Taking this small silane apart into free atoms costs about 28 eV, or some 4 eV for each of its seven bonds. Chemistry is decided on a much finer scale: an error of 0.1 eV in a reaction energy changes an equilibrium constant at room temperature by a factor of about fifty. Unless its errors cancel between reactants and products, a functional must therefore get such totals right to a fraction of a per cent. The questions below follow the ingredients of a functional one by one and ask what each does to this total.

Atomization energies of gas-phase CH3SiHBr2 (free atoms minus molecule, electronic, without zero-point or spin-orbit terms), computed with Ansatz 0.2.0 in the def2-TZVPP basis at the PBE0-D4/def2-TZVP geometry. The reference is frozen-core CCSD(T) extrapolated to the basis-set limit, and the D4 term is the dispersion energy of the molecule.

```csv
functional,class,"exact exchange, short range (%)","exact exchange, long range (%)",atomization energy (eV),functional less CCSD(T) (eV),D4 term (eV)
SPW92,LDA,0,0,30.940,3.205,n/a
PBE-D4,GGA,0,0,27.742,0.008,-0.229
revPBE-D4,GGA,0,0,27.169,-0.565,-0.584
BLYP-D4,GGA,0,0,27.071,-0.663,-0.490
r2SCAN-D4,meta-GGA,0,0,27.720,-0.014,-0.052
B97M-V,meta-GGA,0,0,27.589,-0.145,n/a
r2SCANh-D4,global hybrid,10,10,27.617,-0.118,-0.057
B3LYP-D4,global hybrid,20,20,27.335,-0.400,-0.376
PBE0-D4,global hybrid,25,25,27.571,-0.164,-0.196
r2SCAN0-D4,global hybrid,25,25,27.472,-0.262,-0.064
HSE06-D4,screened hybrid,25,0,27.587,-0.147,-0.186
BHLYP-D4,global hybrid,50,50,26.941,-0.793,-0.329
CAM-B3LYP-D4,range-separated,19,65,27.384,-0.350,-0.204
LC-wPBE,range-separated,0,100,27.190,-0.544,n/a
wB97X-V,range-separated,17,100,27.616,-0.119,n/a
wB97M-V,range-separated,15,100,27.525,-0.210,n/a
```

### 1. Which functional misses by most, and in which direction?

SPW92, the local density approximation, binds the molecule too strongly by 3.2 eV, or about 12 % of the CCSD(T) value. No other row is off by as much as 1 eV.

The cause is well established. The local approximation treats each point as part of a uniform electron gas, and so it makes the exchange energy of strongly varying densities too weak. Free atoms suffer more than the molecule, because in a bond the overlapping densities smooth out part of the variation. The atoms thus lie too high in energy, and pulling the molecule apart looks too expensive.

### 2. Does a gradient correction cure this in the same way in every functional?

It removes the overbinding, but by an amount that depends on its form. From SPW92 to PBE, with the dispersion term D4 taken out, the atomization energy falls by 3.4 eV. From PBE to revPBE it falls by a further 0.93 eV.

The second step is instructive because the two functionals share their correlation part. They differ only in how strongly exchange responds to steep gradients, and revPBE responds more. This favours the free atoms once again, and by far too much. Before dispersion is added, a detail of semilocal exchange can thus shift the result by nearly 1 eV with no change in the class of functional. The larger D4 term of revPBE then gives back more than a third of this.

### 3. PBE-D4 agrees with CCSD(T) to about 0.01 eV. Where does the agreement come from?

It comes from two contributions that offset each other. Without D4, PBE binds the molecule too weakly by 0.22 eV, and the D4 term of −0.23 eV makes this good. A free atom has no partner for dispersion, so the whole term counts towards binding.

The term should not be read as the true dispersion energy of the molecule. For the same structure it is eleven times larger with revPBE than with r2SCAN. D4 contains a damping function, adjusted to each functional, that sets how much of the attraction survives at short distances. In a molecule of this size nearly all atom pairs are that close, so the term largely reflects its partner functional. One entry of the table needs care: it lists no D4 term for LC-wPBE, although that run has one, equal to the term of PBE0. Whether the atomization energy in that row includes it is not known, so the row is not used to compare functionals here.

### 4. Does exact exchange strengthen or weaken the computed bonds?

In the r2SCAN family it weakens them, and a short derivation shows what sets the amount. A global hybrid replaces a share $a$ of its semilocal exchange by exact exchange and keeps the rest. Let $X$ be the exchange part of the atomization energy, atoms minus molecule. If the orbitals stay as they are, the atomization energy $D$ without D4 follows a straight line:

$$D(a) = D(0) + a\,\left(X_{\text{exact}} - X_{\text{semilocal}}\right)$$

The two ends of the family, r2SCAN and r2SCAN0, fix this line, and r2SCANh with its 10 % can be estimated from it. Without D4 the ends lie at 27.720 − 0.052 = 27.668 eV and 27.472 − 0.064 = 27.408 eV. The drop of 0.260 eV belongs to 25 % exact exchange, so 10 % should cost 0.104 eV:

$$D(10\,\%) \approx 27.668 - \tfrac{10}{25}\times 0.260 = 27.564\ \text{eV}$$

The calculation for r2SCANh, which had no part in fixing the line, gives 27.560 eV. Since the functionals are mixed linearly by construction, this agreement shows only that the readjustment of the orbitals adds little curvature. The physics sits in the slope: exact exchange binds this molecule less than r2SCAN exchange does. The output printed after the text lists the energies without D4 and the tests of the line.

### 5. Can the same slope be used for other functionals?

It cannot, and the formula says why: the slope contains the semilocal exchange that is being replaced. Without D4, each 10 % of exact exchange lowers the atomization energy by 0.10 eV in the r2SCAN family and by 0.055 eV from PBE to PBE0. From BLYP to BHLYP it raises it by less than 0.01 eV. Applied to BHLYP, the r2SCAN slope would give a value 0.55 eV too low.

Exact exchange is the common partner in all three cases, so the slopes rank the semilocal parts. The exchange of r2SCAN binds this molecule most, that of PBE less, and that of BLYP about as much as exact exchange itself. This gives a rule for neighbouring cases: exact exchange weakens the bonds where the semilocal exchange binds more than exact exchange, and strengthens them where it binds less. It holds only if nothing else in the functional changes. B3LYP, with 20 % exact exchange, lies nearly 0.4 eV above BLYP without D4, where the slope from BLYP to BHLYP would give about 0.01 eV. But B3LYP also scales down the gradient correction to exchange and alters the correlation part, so this rise cannot be credited to exact exchange alone.

For revPBE the rule predicts a reversed sign. Replacing all of PBE's exchange would cost about 0.55 eV on the straight line, but revPBE exchange already binds 0.93 eV less than that of PBE. Exact exchange should therefore raise the revPBE value, by roughly 0.04 eV for each 10 %. No row of the table tests this prediction.

### 6. What changes if exact exchange is switched off at long range?

The atomization energy hardly changes, as PBE0 and HSE06 show. Both use 25 % exact exchange at short range, but HSE06 lets it fade with distance. Their atomization energies differ by only 0.02 eV, and by 0.03 eV without D4.

HSE06 leaves no gap at long range: PBE exchange takes the place of the exact exchange that is screened away. Only a quarter of the exchange is swapped, so the full long-range parts of exact and PBE exchange differ by about four times the gap without D4, or some 0.1 eV, in what they add to the binding. A small effect is to be expected here. Exchange surrounds each electron with a hole in the density that adds up to one missing electron, in the exact form and in the PBE form alike. The part of the repulsion that HSE06 treats as long-range varies slowly over distances below about 5 Å, and no two atoms of this molecule are that far apart. It therefore senses little more than the total charge of the hole, which is the same in both forms. Without D4, HSE06 recovers only about a fifth of what the atomization energy loses from PBE to PBE0, so most of that loss comes from short range. Orbital energies are more sensitive: in the same runs the gap between the highest occupied and the lowest empty orbital is about 0.8 eV smaller with HSE06 than with PBE0.

### 7. Which digits can be trusted, and which functional should one choose?

In the comparison with CCSD(T), the first decimal is good to about one unit and the second should not be relied on. The reference correlates the outer core of bromine in basis sets that are not made for it, which may shift the result by up to about 0.08 eV for the two Si–Br bonds. The functionals, moreover, are computed in a finite basis and the reference is extrapolated to the limit. Only PBE-D4 and r2SCAN-D4 lie closer to the reference than that, so neither can be called the better one. Even their lead is not secure: if the reference were lower by 0.08 eV, r2SCANh-D4 and wB97X-V would lie closer to it than either. The shared PBE0 structure matters too: letting the Si–Br bonds relax in PBE would gain somewhat under 0.01 eV by a rough estimate, which is similar in size to PBE-D4's whole deviation. Differences between two functionals are firmer, because the reference cancels from them.

The class of a functional is a poor guide to the choice. The global hybrids range from 0.12 to 0.79 eV below CCSD(T), and the three gradient-corrected functionals from almost exact agreement to 0.66 eV below. If the atomization energy of this molecule is the aim, PBE-D4 and r2SCAN-D4 both serve, but they get there differently. r2SCAN is already within 0.07 eV before D4 is added, whereas PBE needs the offset of question 3. One molecule cannot rank functionals for others. PBE is known to bind many molecules with multiple bonds, the oxygen molecule among them, far too strongly, so its close agreement here should not be expected to carry over.

### 8. Could these values be set beside a measured one, and would chlorine in place of bromine make a difference?

Not directly, because the energies are purely electronic and leave out relativistic effects, both the scalar ones and spin–orbit coupling. In a free bromine atom spin–orbit coupling lowers the ground level by about 0.15 eV, as estimated from a rough recalled splitting. The closed-shell molecule has no such first-order gain. Two bromine atoms thus reduce the true atomization energy by about 0.3 eV, more than the deviation of many functionals in the table. The zero-point energy of the vibrations reduces it further.

With chlorine the atomization energy itself would be larger, because Si–Cl bonds are stronger than Si–Br bonds. The spin–orbit correction would shrink to less than 0.1 eV for the two atoms, since the coupling grows steeply with nuclear charge. In either case it is a property of the free atoms and would shift every row and the reference alike. It must be added before comparing with experiment, but it does not alter how the functionals compare with CCSD(T). A functional that matched experiment only because this correction was left out would owe its success to a cancellation of errors.

The analysis program printed:

```
Without the D4 term:
           row  atomization energy in eV  less CCSD(T) in eV
        PBE-D4                     27.51              -0.221
     revPBE-D4                     26.59              -1.149
       BLYP-D4                     26.58              -1.153
     r2SCAN-D4                     27.67              -0.066
    r2SCANh-D4                     27.56              -0.175
      B3LYP-D4                     26.96              -0.776
       PBE0-D4                     27.38               -0.36
    r2SCAN0-D4                     27.41              -0.326
      HSE06-D4                      27.4              -0.333
      BHLYP-D4                     26.61              -1.122
  CAM-B3LYP-D4                     27.18              -0.554
SPW92 overbinding in per cent of CCSD(T): 11.56
Number of rows below CCSD(T): 14
SPW92 to PBE without D4 in eV: -3.427
PBE to revPBE without D4 in eV: -0.928
PBE to revPBE with D4 in eV: -0.573
Largest over smallest D4 term: 11.23
Correlation of D4 term with difference from CCSD(T) without D4: 0.9012
r2SCANh without D4 predicted by linear mixing in eV: 27.56
That prediction less computed value in eV: 0.004
Change per 10 % exact exchange in r2SCAN family without D4 in eV: -0.104
Change per 10 % exact exchange from PBE to PBE0 without D4 in eV: -0.0552
Change per 10 % exact exchange from BLYP to BHLYP without D4 in eV: 0.0062
Universal r2SCAN slope: prediction less computed for PBE0 in eV: -0.122
Universal r2SCAN slope: prediction less computed for BHLYP in eV: -0.551
BLYP to BHLYP with D4 in eV: -0.13
BLYP to BHLYP without D4 in eV: 0.031
PBE0 to HSE06 with D4 in eV: 0.016
PBE0 to HSE06 without D4 in eV: 0.026
Possible shift of the reference from two Si-Br bonds in eV: 0.08291
Number of rows closer to CCSD(T) than that shift: 2
Rough relaxation energy of two Si-Br bonds in PBE in eV: 0.0056
Rough spin-orbit lowering of two free Br atoms in eV: 0.3067
Rough spin-orbit lowering of two free Cl atoms in eV: 0.07333
```
